Question: Why does a layered oxide come out this stiff?

I have an energy map of SnO over volume and cell shape. The shape ratio is the length of the cell along the layer normal divided by its length across it. The minimum lies where the relaxed crystal is, and the energies rise smoothly on all sides. But the curvature with volume in row 1.248 gives a bulk stiffness near 100 GPa, while I recall a measured value of roughly 40 GPa. SnO serves as a p-type transistor channel, and I wanted to turn film strain into stress with this map. Is the density functional at fault, or am I reading the map wrongly?

Ansatz 0.2.0, DFT with PBEsol and no dispersion correction, for the four-atom cell of SnO (P4/nmm): plane-wave cutoff 520 eV, 12×12×10 k mesh, Gaussian smearing of 0.15 eV, no spin polarisation. The atoms keep their fractional coordinates at every volume and shape ratio (c/a); free energies are relative to the relaxed crystal, which has c/a = 1.2485.

```
shape ratio  free energy change at volume per atom 15.126 angstrom^3 (meV an atom)  free energy change at volume per atom 16.501 angstrom^3 (meV an atom)  free energy change at volume per atom 17.1889 angstrom^3 (meV an atom)  free energy change at volume per atom 17.876 angstrom^3 (meV an atom)  free energy change at volume per atom 19.252 angstrom^3 (meV an atom)
      1.041                                                                  119.3                                                                   69.8                                                                    74.4                                                                   93.5                                                                  164.0
      1.106                                                                   97.7                                                                   35.7                                                                    35.6                                                                   50.9                                                                  115.7
      1.175                                                                   88.5                                                                   14.2                                                                     9.5                                                                   20.9                                                                   80.1
      1.248                                                                   94.1                                                                    9.0                                                                     0.0                                                                    7.8                                                                   61.5
      1.327                                                                  118.0                                                                   23.3                                                                    10.6                                                                   15.2                                                                   63.8
      1.409                                                                  165.3                                                                   61.2                                                                    45.1                                                                   46.8                                                                   90.9
      1.498                                                                  239.5                                                                  126.9                                                                   107.5                                                                  106.5                                                                  146.6
```

Answer:

You are reading it correctly, but it is the map of a constrained crystal. The atoms keep their fractional coordinates at every point, so the tin atoms cannot find their best height when the cell changes. This makes the crystal too stiff, and smooth energies give no warning of it.

First, your number. Near the minimum the energy per atom is E = ½Kx², where x is the logarithm of the volume relative to rest and K is the stiffness per atom. In row 1.248 the two volumes next to rest cost 9.0 and 7.8 meV, on average 8.4 meV, at x² ≈ 0.0016. Hence

K ≈ 2 × 8.4 meV / 0.0016 ≈ 10.5 eV per atom.

Divided by the rest volume of 17.19 Å³ per atom this is 0.61 eV/Å³, or about 98 GPa.

An obvious suspect is the fixed shape, since a layered crystal wants to shrink mostly along its normal. The table can test this. Let y be the logarithm of the shape ratio relative to rest, and write

E = ½Kx² + Mxy + ½Sy²,

where S is the stiffness against a change of shape and M couples shape to volume. All three constants come from points next to rest. If the shape is then left free at each volume, the bulk stiffness falls only to about 94 GPa, so freeing the shape alone does not cure the excess. This does not clear the fixed shape altogether: once the tin atoms can move as well, the crystal may become much softer along its normal, and a free shape would then matter more.

What remains frozen is the inside of the cell. SnO consists of layers with oxygen in the middle and tin on both faces, and a gap separates the tin faces of neighbouring layers. At rest the layer is 2.30 Å thick and the gap is 2.45 Å wide. With frozen fractional coordinates both scale with the cell, so 48% of any change along the normal is forced into the layer, however stiff it is.

Follow this in row 1.409 at the largest volume. There the cross edge happens to be almost the same as at rest, while the cell is 12.6% longer along the normal, so the crystal has simply been pulled apart along its normal. A real crystal could put most of that extra length into the gap. Here the layer has to thicken as well, its Sn–O bonds stretch from 2.22 to 2.30 Å, and the cost is 90.9 meV an atom. Row 1.106 at the smallest volume is the counterpart in compression: the cell is 11.6% shorter, the bonds are squeezed to 2.15 Å, and the cost is 97.7 meV.

Two springs in a row show why this matters. Let k be the stiffness of the layer, g that of the gap, and f = 0.48 the share of the length that belongs to the layer. In a relaxed crystal both springs carry the same force, and the soft one does most of the moving. In the frozen crystal both are strained by the same percentage:

relaxed stiffness = kg / (k + g)
frozen stiffness = f²k + (1 − f)²g

If the layer is 3 times as stiff as the gap, freezing raises the stiffness along the normal by a factor of about 1.3. If it is 10 times as stiff, the factor is about 2.9. These ratios are illustrations, because a frozen map cannot separate k from g. They do show where to expect trouble: in crystals that combine stiff and soft parts and have atoms free to shift between them. In rock salt, where symmetry holds every atom in place under the same change of cell, freezing would cost nothing.

The map also carries a sign of the failure that needs no measured value. If rigid layers merely moved apart, the cross edge would stay fixed and the shape ratio would grow in proportion to the volume. From the smallest to the largest volume that would be a rise of 27%. The best ratio on the map rises only from about 1.18 to 1.28, or 8%. Real SnO layers are not perfectly rigid, so some shortfall is natural, but so weak a response in a layered crystal should make you ask what has been held fixed.

A good fit, on the other hand, is no reassurance. The quadratic form meets the two pulled and squeezed points above to within about 5% of their computed energies, although neither was used to set its constants. It does worse at extreme shapes, by up to 17% in the two outermost volumes. Yet even a perfect fit would only describe the constrained crystal well, since a frozen crystal has an elastic energy of its own, just as smooth as the relaxed one. The analysis printed below compares the form with the table row by row.

For your film this gives a bound. At any given cell, letting the tin atoms move can only lower the energy or leave it unchanged, and at rest they are already relaxed. The true curvature within this functional therefore cannot exceed the frozen one, and for a film strained evenly in its plane and free along its normal, the size of the in-plane stress worked out from the map is, at small strains, an upper limit on what PBEsol would give with relaxed atoms. It is not a strict limit for the real film, because the functional has errors of its own.

How much of the gap between 98 and roughly 40 GPa comes from the frozen tin atoms is still open. PBEsol without a dispersion correction may misjudge the forces between the layers. The electronic gap also closes on part of the map, where the smearing can affect the energies. Neither effect has been tested here.

Two calculations would show whether the frozen atoms matter, though not yet how much of the excess in bulk stiffness they explain. Take row 1.106 at the smallest volume and row 1.409 at the largest, keep the cells as they are, and let the tin height relax. If the energies drop far below 97.7 and 90.9 meV, the frozen coordinates were to blame at least in part, and the whole map should be repeated with relaxed atoms and its bulk stiffness read with the shape free. If they hardly move, look to the functional and the smearing.

Output of the analysis:

```
bulk stiffness at fixed shape, GPa: 97.61
bulk stiffness with shape free but Sn height frozen, GPa: 93.65
stiffness along the axis at constant cross edge, GPa: 119.9
quadratic form against calculation, meV an atom:
    row  form smallest volume  computed smallest volume  form largest volume  computed largest volume
  1.041                 139.6                     119.3                187.8                      164
  1.106                 101.7                      97.7                127.7                    115.7
  1.175                 83.74                      88.5                87.52                     80.1
  1.248                 85.59                      94.1                67.28                     61.5
  1.327                 107.7                       118                66.93                     63.8
  1.409                 149.1                     165.3                86.33                     90.9
  1.498                 211.6                     239.5                126.3                    146.6
frozen geometry, angstrom:
    row  cross edge smallest volume  axis smallest volume  cross edge largest volume  axis largest volume  Sn-O at rest volume
  1.041                       3.873                 4.032                      4.198                 4.37                2.263
  1.106                       3.796                 4.198                      4.114                 4.55                2.247
  1.175                        3.72                 4.371                      4.032                4.737                2.233
  1.248                       3.646                 4.551                      3.952                4.931                2.223
  1.327                       3.572                 4.741                      3.871                5.137                2.216
  1.409                       3.502                 4.934                      3.795                5.347                2.212
  1.498                       3.431                  5.14                      3.718                 5.57                2.212
axis change at ratio 1.106 and smallest volume, percent: -11.59
axis change at ratio 1.409 and largest volume, percent: 12.6
Sn-O at ratio 1.106 and smallest volume, angstrom: 2.153
Sn-O at ratio 1.409 and largest volume, angstrom: 2.297
cost of that stretching per layer area, meV per square angstrom: 25.25
best ratio at smallest volume: 1.184
best ratio at largest volume: 1.278
logarithmic slope of best ratio with volume (rigid layers give 1): 0.3187
relative change of axis over that of cross edge on the best path: 2.404
share of an axial change forced into the layer, percent: 48.42
frozen over relaxed axial stiffness if layer spring is 3 times the gap spring: 1.293
frozen over relaxed axial stiffness if layer spring is 10 times the gap spring: 2.872
```
